## Appendix: two-band circuit of an interface level on n-InSb/SiO$_2$ at 77 K

### Statement

A cold-shielded n-InSb/SiO$_2$ capacitor is at 77 K ($kT=6.635$ meV).

Compiled values: $E_g(0\,\mathrm K)=0.235$ eV, $m_e^*=0.0135\,m_0$, $\gamma_1,\gamma_2,\gamma_3=34.8,\,15.5,\,16.5$ (0 K; Vurgaftman 2001); $\epsilon_s=17.9\,\epsilon_0$ (300 K; Rakita 2019). Masses and $\epsilon_s$ are used unchanged at 77 K. Typical Varshni parameters: $a=0.32$ meV/K, $b=170$ K.

Assumed: ionised donors $N_D=5\times10^{14}$ cm$^{-3}$; interface levels of unit degeneracy, $N=10^{10}$ cm$^{-2}$, $c_n=4\times10^{-9}$ and $c_p=1\times10^{-9}$ cm$^3$/s; bulk centres at the intrinsic level $E_i$, $N_t=10^{13}$ cm$^{-3}$, with capture coefficient $c_b=10^{-7}$ cm$^3$/s for both carriers, so $\tau_0=1/N_tc_b=1$ µs.

Treat one level at a time, biased to lie at $E_F$: (A) $n_s=10^{12}$ cm$^{-3}$, depletion; (B) the bias of longest time constant; (C) $p_s=10^{12}$ cm$^{-3}$, weak inversion. Find $n_i$, the circuit elements, the time constant $\tau$ with both bands tied to the substrate, and $\tau_{\rm MOS}$ of the plain capacitor.

### The circuit

Shockley–Read–Hall net capture rates per area are $r_n=Nc_n[n_s(1-f)-n_1f]$ and $r_p=Nc_p[p_sf-p_1(1-f)]$, with $n_1=n_ie^{(E_t-E_i)/kT}$, $p_1=n_i^2/n_1$ and $f$ the electron occupancy. Define a trap Fermi level by $f=[1+e^{(E_t-F_T)/kT}]^{-1}$. With Boltzmann carriers and quasi-Fermi levels $F_n,F_p$,
$$r_n=Nc_nn_s(1-f)\left[1-e^{(F_T-F_n)/kT}\right],\qquad r_p=Nc_pp_sf\left[1-e^{(F_p-F_T)/kT}\right].$$
Set $\phi_j=-F_j/q$ and let $\psi$ be the surface potential, $\delta E_t=-q\,\delta\psi$. The trap charge changes by $\delta Q=-qN\delta f$, and $\dot Q=q(r_p-r_n)$. Linearising about equilibrium,
$$C_T\frac{d}{dt}(\delta\phi_T-\delta\psi)=G_n(\delta\phi_n-\delta\phi_T)+G_p(\delta\phi_p-\delta\phi_T),$$
$$C_T=\frac{q^2Nf(1-f)}{kT},\quad G_n=\frac{q^2Nc_nn_s(1-f)}{kT},\quad G_p=\frac{q^2Nc_pp_sf}{kT}.$$
This is current balance at a node joined to $\psi$ by $C_T$ and to the bands by $G_n$ and $G_p$. In equilibrium $f=n_s/(n_s+n_1)$ and $1-f=p_s/(p_s+p_1)$, so
$$\frac1\tau=\frac{G_n+G_p}{C_T}=c_n(n_s+n_1)+c_p(p_s+p_1).$$
With $\delta\phi_n=\delta\phi_p=0$ and time dependence $e^{j\omega t}$, the level adds $j\omega C_T/(1+j\omega\tau)$ in parallel with the depletion capacitance, oxide capacitance removed. At fixed $\psi$ the transfer admittance between the bands is $G_nG_p/(G_n+G_p+j\omega C_T)$, which is the series conductance $G_s=G_nG_p/(G_n+G_p)$ for $\omega\tau\ll1$.

Since $n_sp_s=n_1p_1=n_i^2$, both $c_nn_s+c_pp_s$ and $c_nn_1+c_pp_1$ are at least $2n_i\sqrt{c_nc_p}$. Hence
$$\tau\le\tau_{\max}=\frac{1}{4n_i\sqrt{c_nc_p}},$$
with equality only for a level at $E_F$ with $n_s=n_1=n_i\sqrt{c_p/c_n}$, where $G_n=G_p$.

### Intrinsic density

$E_g=0.235\ \mathrm{eV}-aT^2/(T+b)=0.2273$ eV. Spherical hole bands with $\bar\gamma=(2\gamma_2+3\gamma_3)/5=16.1$ have $m=m_0/(\gamma_1\mp2\bar\gamma)=0.385\,m_0$ and $0.0149\,m_0$. From $2(2\pi mkT/h^2)^{3/2}$ per band, $N_c=5.12\times10^{15}$ and $N_v=7.84\times10^{17}$ cm$^{-3}$; $N_D/N_c=0.098$ permits Boltzmann statistics. Then $n_i=\sqrt{N_cN_v}\,e^{-E_g/2kT}=2.3\times10^{9}$ cm$^{-3}$, used in this rounded form. Conduction-band non-parabolicity raises $N_c$ by about $15kT/4E_g=0.11$ and heavy-hole warping raises $N_v$ by 5–10 %. Together they would raise $n_i$, and shorten $\tau_{\max}$, by roughly a tenth.

### Elements

At $f=1/2$,
$$C_T=\frac{(1.602\times10^{-19}\,\mathrm C)(10^{10}\,\mathrm{cm^{-2}})}{4(6.635\times10^{-3}\,\mathrm V)}=60.4\ \mathrm{nF/cm^2},$$
with $G_n=2C_Tc_nn_s$, $G_p=2C_Tc_pp_s$ and $\tau=1/[2(c_nn_s+c_pp_s)]$. At B, $n_s=n_i/2$ and $c_nn_s=c_pp_s=4.6$ s$^{-1}$.

| | A | B | C |
|---|---|---|---|
| $E_t-E_i$ (meV) | $+40.3$ | $-4.6$ | $-40.3$ |
| $n_s$ (cm$^{-3}$) | $10^{12}$ | $1.15\times10^{9}$ | $5.29\times10^{6}$ |
| $p_s$ (cm$^{-3}$) | $5.29\times10^{6}$ | $4.6\times10^{9}$ | $10^{12}$ |
| $G_n$ (µS/cm²) | 483 | 0.555 | $2.55\times10^{-3}$ |
| $G_p$ (µS/cm²) | $6.39\times10^{-4}$ | 0.555 | 121 |
| $G_s$ (µS/cm²) | $6.39\times10^{-4}$ | 0.278 | $2.55\times10^{-3}$ |
| $\tau$ (ms) | 0.125 | 54.3 | 0.500 |
| $G_b$ (µS/cm²) | immaterial | 0.089 | 0.13 |
| $\tau_{\rm MOS}$ (ms) | 0.125 | 95 | $4.4\times10^{2}$ |

With both bands tied, for instance by a p$^+$ ring around a gate short enough for lateral hole supply, the equivalent parallel conductance divided by $\omega$ peaks at $C_T/2=30.2$ nF/cm², never below $1/2\pi\tau_{\max}=2.9$ Hz.

### The plain capacitor

Without a ring only $\phi_n$ is tied to the substrate. The hole node reaches $\psi$ through the inversion capacitance $C_I$ and the substrate through bulk generation $G_b$.

For band bending $u=\ln(n_{\rm bulk}/n)$ in units of $kT/q$, with $n_{\rm bulk}=N_D$, the depletion field is $\mathcal E=[2kTN_D(u-1)/\epsilon_s]^{1/2}$. At C, $u=18.36$ and $\mathcal E_s=3.41$ kV/cm. The hole sheet charge is about $p_skT/\mathcal E_s$, giving $C_I\simeq qp_s/\mathcal E_s=0.047$ nF/cm², negligible beside $C_T$ and smaller still at A and B.

The series formula applied to the bulk centres gives a conductance per volume $q^2n_i^2/[kT\tau_0(n+p+2n_i)]$, peaked where $n=n_i$ ($u=12.29$, $\mathcal E_i=2.75$ kV/cm). With $n=n_ie^{v}$ and $dx=(kT/q\mathcal E_i)\,dv$,
$$G_b=\frac{qn_i}{\tau_0\mathcal E_i}\int_{\ln(n_s/n_i)}^{\infty}\frac{dv}{2+2\cosh v}=\frac{qn_i}{\tau_0\mathcal E_i}\,\frac{n_i}{n_i+n_s}.$$
The constant field is good to 10 % at B and C. The bulk centres respond within $1/4n_ic_b=1.1$ ms, and their capacitance, of order $qN_t/\mathcal E_i=0.6$ nF/cm², is dropped. Hole diffusion, $q\mu_p(n_i^2/N_D)/\sqrt{\mu_pkT\tau_0/q}$, adds 2 nS/cm² for an assumed $\mu_p=10^4$ cm²/V s, small beside $G_b$ at B and C.

For $C_I\to0$, $G_p$ and $G_b$ are in series and lie parallel to $G_n$:
$$\tau_{\rm MOS}=\frac{C_T}{G_n+G_pG_b/(G_p+G_b)}.$$
At A the second term cannot exceed $G_p\ll G_n$, so $\tau_{\rm MOS}=\tau$. At B, dropping $G_b$ would give $C_T/G_n=109$ ms, twice the bound. At C it would give 24 s; bulk generation cuts this to 0.44 s, still 8 times $\tau_{\max}$. There $G_p$ nearly shorts the trap to the hole node, and the loss peak reports mainly $G_b$, not a capture coefficient of the level. The bound limits $\tau$, not $\tau_{\rm MOS}$.

These times are the model's. $N$ was chosen so that $C_T/q^2=N/4kT=3.8\times10^{11}$ cm$^{-2}$eV$^{-1}$ falls in the range $10^{11}$–$10^{12}$ typical of InSb/oxide interfaces, where the states form a continuum that broadens the peak. The value $\tau_{\max}=54$ ms scales as $(c_nc_p)^{-1/2}$ of assumed coefficients, and background light, by making $n_sp_s>n_i^2$, shortens it.